**7s binding and excitation in sixth-period 3+ ions: screening by 4f and 5d electrons**

The table holds excitation and binding energies, quantum defects, eigenvalues and mean radii of the 7s$_{1/2}$ state of seven ions from Ce3+ to Au3+, from spherical, spin-unpolarised Dirac Kohn-Sham calculations with BLYP. The program tests a quantum defect additive in the numbers of 4f and 5d core electrons against a line and a quadratic in $Z$, along with the hydrogenic radius and a $1/\langle r\rangle$ scaling of the gap between eigenvalue and binding energy. The additive fit gives 0.017 per 4f and 0.033 per 5d electron with an rms residual of 0.003, against 0.023 for the line and 0.010 for the quadratic, and radii exceed the hydrogenic value by 3 to 3.5%. The sum of excitation and binding energy places the drop at Ta3+ and a lag of 1.25 eV at Ir3+ in the removal of the 4f or 5d electron. The lag is close to a rough recalled 5d spin-orbit splitting, while the 4.19 eV shortfall at Tm3+ is much larger than its 4f counterpart.

Sixth-period 3+ ions with one electron in 7s1/2 over the NIST ground configuration of the 4+ ion, computed with radks 1 and Libxc (Dirac Kohn-Sham, BLYP, spherical, spin-unpolarised, Fermi nucleus). Subshells with j = l − 1/2 are filled first. Excitation and binding energies are total-energy differences, and the configuration listed is that of the 3+ ground ion.

## Script

```python
# Table: 7s1/2 excited states of sixth-period 3+ ions; radks spherical Dirac Kohn-Sham atom, BLYP, no spin polarisation.
# Tested: Rydberg form, defect additive in 4f and 5d core electrons (against line and quadratic in Z),
# hydrogenic radius, eigenvalue gap against 1/r, and excitation = removal energy - 7s binding.
T = {
    'ion': ['Ce3+', 'Sm3+', 'Tm3+', 'Ta3+', 'Re3+', 'Ir3+', 'Au3+'],
    'Z': [58, 62, 69, 73, 75, 77, 79],
    'N': [55, 59, 66, 70, 72, 74, 76],
    'configuration': ['[Xe] 4f1', '[Xe] 4f5', '[Xe] 4f12', '[Xe] 4f14 5d2', '[Xe] 4f14 5d4', '[Xe] 4f14 5d6', '[Xe] 4f14 5d8'],
    'excitation_energy': [23.183, 26.785, 29.001, 18.593, 22.174, 24.403, 27.796],  # eV
    'binding_energy': [14.524, 15.133, 16.097, 16.828, 17.515, 18.192, 18.845],  # eV
    'quantum_defect': [3.129, 3.207, 3.323, 3.403, 3.475, 3.541, 3.601],
    'outer_eigenvalue': [-12.903, -13.44, -14.292, -14.975, -15.575, -16.146, -16.698],  # eV
    'outer_mean_radius': [5.8182, 5.578, 5.2349, 4.9962, 4.7988, 4.6207, 4.4613],  # bohr
    'eig_over_binding': [0.888, 0.888, 0.888, 0.89, 0.889, 0.888, 0.886],
}
import re
import numpy as np
from scipy.constants import physical_constants as pc, alpha
Ry = pc['Rydberg constant times hc in eV'][0]
ion = T['ion']; Z = np.array(T['Z'], float)
X, E, qd, eps, r = (np.array(T[k], float) for k in ('excitation_energy', 'binding_energy',
                    'quantum_defect', 'outer_eigenvalue', 'outer_mean_radius'))
def occ(c, s):
    m = re.search(s + r'(\d+)', c)
    return int(m.group(1)) if m else 0
f0 = np.array([occ(c, '4f') for c in T['configuration']]); d0 = np.array([occ(c, '5d') for c in T['configuration']])
nd = np.where(d0 > 0, d0 - 1, 0); nf = np.where(d0 > 0, f0, f0 - 1)   # inferred core under the 7s electron
Zc, n = 4, 7
ns = Zc*np.sqrt(Ry/E); d = n - ns; I = X + E; gap = E + eps; rh = 1.5*ns**2/Zc
print("ion   core(4f,5d)  n*  defect  r_hyd[bohr] r/r_hyd  E+eps[eV] (E+eps)*r  -eps/E  exc+bind[eV]")
for i in range(len(Z)):
    print(f"{ion[i]} {nf[i]:3d} {nd[i]:2d} {ns[i]:.4f} {d[i]:.4f} {rh[i]:.3f} {r[i]/rh[i]:.4f} {gap[i]:.3f} {gap[i]*r[i]:.2f} {-eps[i]/E[i]:.4f} {I[i]:.3f}")
print(f"defect from binding vs column: max diff {abs(d-qd).max():.4f}; rounding of binding moves it by {(ns*5e-4/(2*E)).max():.5f}")
print(f"E*r: {(E*r).min():.2f} to {(E*r).max():.2f} eV bohr; hydrogenic {1.5*Zc*Ry:.2f}")
print(f"(E+eps)*r mean {(gap*r).mean()/(2*Ry):.3f} hartree bohr, range {100*np.ptp(gap*r)/(gap*r).mean():.1f}%; E+eps grows {100*(gap[-1]/gap[0]-1):.1f}%")
print(f"Ce to Au: binding {100*(E[-1]/E[0]-1):+.1f}%, radius {100*(r[-1]/r[0]-1):+.1f}%, defect {d[-1]-d[0]:+.3f}")
rel = 1 - np.sqrt(1 - (Z*alpha)**2)   # crude point-Coulomb scale of the relativistic s1/2 defect
dZ = np.diff(Z); sl = lambda y: np.diff(y)/dZ
print("slopes per unit Z: binding[eV] defect crude_relativistic radius[bohr] excitation[eV] exc+bind[eV]")
for i in range(len(dZ)):
    print(f"{ion[i]}->{ion[i+1]} {sl(E)[i]:.3f} {sl(d)[i]:.4f} {sl(rel)[i]:.4f} {sl(r)[i]:.4f} {sl(X)[i]:+.3f} {sl(I)[i]:+.3f}")
blk = lambda y: ((y[2]-y[0])/(Z[2]-Z[0]), (y[6]-y[3])/(Z[6]-Z[3]))
for name, y in (("binding [eV]", E), ("defect", d), ("crude relativistic defect", rel)):
    a, b = blk(y); print(f"mean slope {name}: Ce-Tm {a:.4f}, Ta-Au {b:.4f}, ratio {b/a:.2f}, difference {b-a:.4f}")
print(f"dE/d(defect) = 2E/n*: Ce {2*E[0]/ns[0]:.2f}, Tm {2*E[2]/ns[2]:.2f}, Ta {2*E[3]/ns[3]:.2f}, Au {2*E[6]/ns[6]:.2f} eV")
x = Z - Z[0]; one = np.ones_like(x)
for name, A in (("d0 + a*n4f + b*n5d", [one, nf, nd]), ("line in Z-58", [one, x]), ("quadratic in Z-58", [one, x, x**2])):
    A = np.array(A, float).T; p = np.linalg.lstsq(A, d, rcond=None)[0]; res = d - A@p
    eE = E - Zc**2*Ry/(n - A@p)**2; w = abs(res).argmax()
    print(f"defect fit {name}: " + " ".join(f"{v:.5f}" for v in p) + f"; rms {res.std():.4f}, worst {ion[w]} ({eE[w]:+.3f} eV)")
    print("  residuals: " + " ".join(f"{v:+.4f}" for v in res))
pT = d[2] + 3*sl(d)[1] + sl(d)[3]
print(f"Ta from Tm + 3 f steps (Sm-Tm) + 1 d step (Ta-Re): defect {pT:.4f} vs {d[3]:.4f}; binding {Zc**2*Ry/(n-pT)**2:.3f} vs {E[3]:.3f} eV")
print(f"Tm to Ta: excitation {X[3]-X[2]:+.3f}, binding {E[3]-E[2]:+.3f}, sum {I[3]-I[2]:+.3f} eV")
for name, y in (("exc+bind", I), ("excitation", X), ("7s binding (control)", E)):
    s = sl(y); print(f"Re->Ir shortfall against mean of neighbouring slopes, {name}: {dZ[4]*((s[3]+s[5])/2-s[4]):+.3f} eV")
A = np.array([one[3:], x[3:], (d0[3:] > 4)*1.0]).T; p = np.linalg.lstsq(A, I[3:], rcond=None)[0]
print(f"5d rows, line + step at 5d5/2: slope {p[1]:.3f} eV/Z, step {p[2]:+.3f} eV, max residual {abs(I[3:]-A@p).max():.3f} eV")
z5, z4 = 0.5, 0.3   # rough recalled spin-orbit constants in eV: 5d near Ir, 4f near Tm
print(f"rough recalled splittings: 5d (5/2 zeta) about {2.5*z5:.1f} eV, 4f (7/2 zeta) about {3.5*z4:.0f} eV")
print(f"Tm exc+bind below the Ce-Sm line by {I[1]+sl(I)[0]*dZ[1]-I[2]:.2f} eV")
r4d, r2Ta = (0.527987, 0.46311), 34.9512   # further outputs of the same runs: 4d5/2 radius Ta, Au; Ta sum of r^2
print(f"Ta to Au: 4d5/2 radius {100*(r4d[1]/r4d[0]-1):+.1f}%, 7s radius {100*(r[6]/r[3]-1):+.1f}%")
print(f"Ta sum of r^2 {r2Ta:.2f} bohr^2; 7s alone needs at least {r[3]**2:.2f}, leaving {r2Ta-r[3]**2:.2f}")
assert abs(d - qd).max() < 1e-3 and np.all(nf + nd == x)
assert sl(d)[3:].min() > 1.4*sl(d)[:2].max()
assert np.all(abs(r/rh - 1) < 0.05)
assert sl(I)[4] < min(sl(I)[3], sl(I)[5]) and I[3] < I[2]
```

Running it gives:

```
ion   core(4f,5d)  n*  defect  r_hyd[bohr] r/r_hyd  E+eps[eV] (E+eps)*r  -eps/E  exc+bind[eV]
Ce3+   0  0 3.8715 3.1285 5.621 1.0351 1.621 9.43 0.8884 37.707
Sm3+   4  0 3.7928 3.2072 5.394 1.0340 1.693 9.44 0.8881 41.918
Tm3+  11  0 3.6775 3.3225 5.071 1.0322 1.805 9.45 0.8879 45.098
Ta3+  14  1 3.5967 3.4033 4.851 1.0299 1.853 9.26 0.8899 35.421
Re3+  14  3 3.5255 3.4745 4.661 1.0296 1.940 9.31 0.8892 39.689
Ir3+  14  5 3.4592 3.5408 4.487 1.0297 2.046 9.45 0.8875 42.595
Au3+  14  7 3.3988 3.6012 4.332 1.0299 2.147 9.58 0.8861 46.641
defect from binding vs column: max diff 0.0005; rounding of binding moves it by 0.00007
E*r: 84.05 to 84.50 eV bohr; hydrogenic 81.63
(E+eps)*r mean 0.346 hartree bohr, range 3.4%; E+eps grows 32.4%
Ce to Au: binding +29.8%, radius -23.3%, defect +0.473
slopes per unit Z: binding[eV] defect crude_relativistic radius[bohr] excitation[eV] exc+bind[eV]
Ce3+->Sm3+ 0.152 0.0197 0.0036 -0.0600 +0.901 +1.053
Sm3+->Tm3+ 0.138 0.0165 0.0040 -0.0490 +0.317 +0.454
Tm3+->Ta3+ 0.183 0.0202 0.0044 -0.0597 -2.602 -2.419
Ta3+->Re3+ 0.344 0.0356 0.0047 -0.0987 +1.790 +2.134
Re3+->Ir3+ 0.338 0.0331 0.0049 -0.0890 +1.114 +1.453
Ir3+->Au3+ 0.326 0.0302 0.0051 -0.0797 +1.697 +2.023
mean slope binding [eV]: Ce-Tm 0.1430, Ta-Au 0.3362, ratio 2.35, difference 0.1932
mean slope defect: Ce-Tm 0.0176, Ta-Au 0.0330, ratio 1.87, difference 0.0153
mean slope crude relativistic defect: Ce-Tm 0.0038, Ta-Au 0.0049, ratio 1.27, difference 0.0010
dE/d(defect) = 2E/n*: Ce 7.50, Tm 8.75, Ta 9.36, Au 11.09 eV
defect fit d0 + a*n4f + b*n5d: 3.13248 0.01729 0.03270; rms 0.0033, worst Sm3+ (+0.044 eV)
  residuals: -0.0040 +0.0056 -0.0001 -0.0039 +0.0019 +0.0027 -0.0022
defect fit line in Z-58: 3.11147 0.02181; rms 0.0231, worst Ta3+ (-0.336 eV)
  residuals: +0.0171 +0.0085 -0.0289 -0.0354 -0.0078 +0.0148 +0.0317
defect fit quadratic in Z-58: 3.13856 0.01083 0.00053; rms 0.0100, worst Sm3+ (+0.134 eV)
  residuals: -0.0100 +0.0169 +0.0011 -0.0163 -0.0005 +0.0061 +0.0027
Ta from Tm + 3 f steps (Sm-Tm) + 1 d step (Ta-Re): defect 3.4076 vs 3.4033; binding 16.868 vs 16.828 eV
Tm to Ta: excitation -10.408, binding +0.731, sum -9.677 eV
Re->Ir shortfall against mean of neighbouring slopes, exc+bind: +1.251 eV
Re->Ir shortfall against mean of neighbouring slopes, excitation: +1.258 eV
Re->Ir shortfall against mean of neighbouring slopes, 7s binding (control): -0.007 eV
5d rows, line + step at 5d5/2: slope 2.079 eV/Z, step -1.251 eV, max residual 0.056 eV
rough recalled splittings: 5d (5/2 zeta) about 1.2 eV, 4f (7/2 zeta) about 1 eV
Tm exc+bind below the Ce-Sm line by 4.19 eV
Ta to Au: 4d5/2 radius -12.3%, 7s radius -10.7%
Ta sum of r^2 34.95 bohr^2; 7s alone needs at least 24.96, leaving 9.99
```
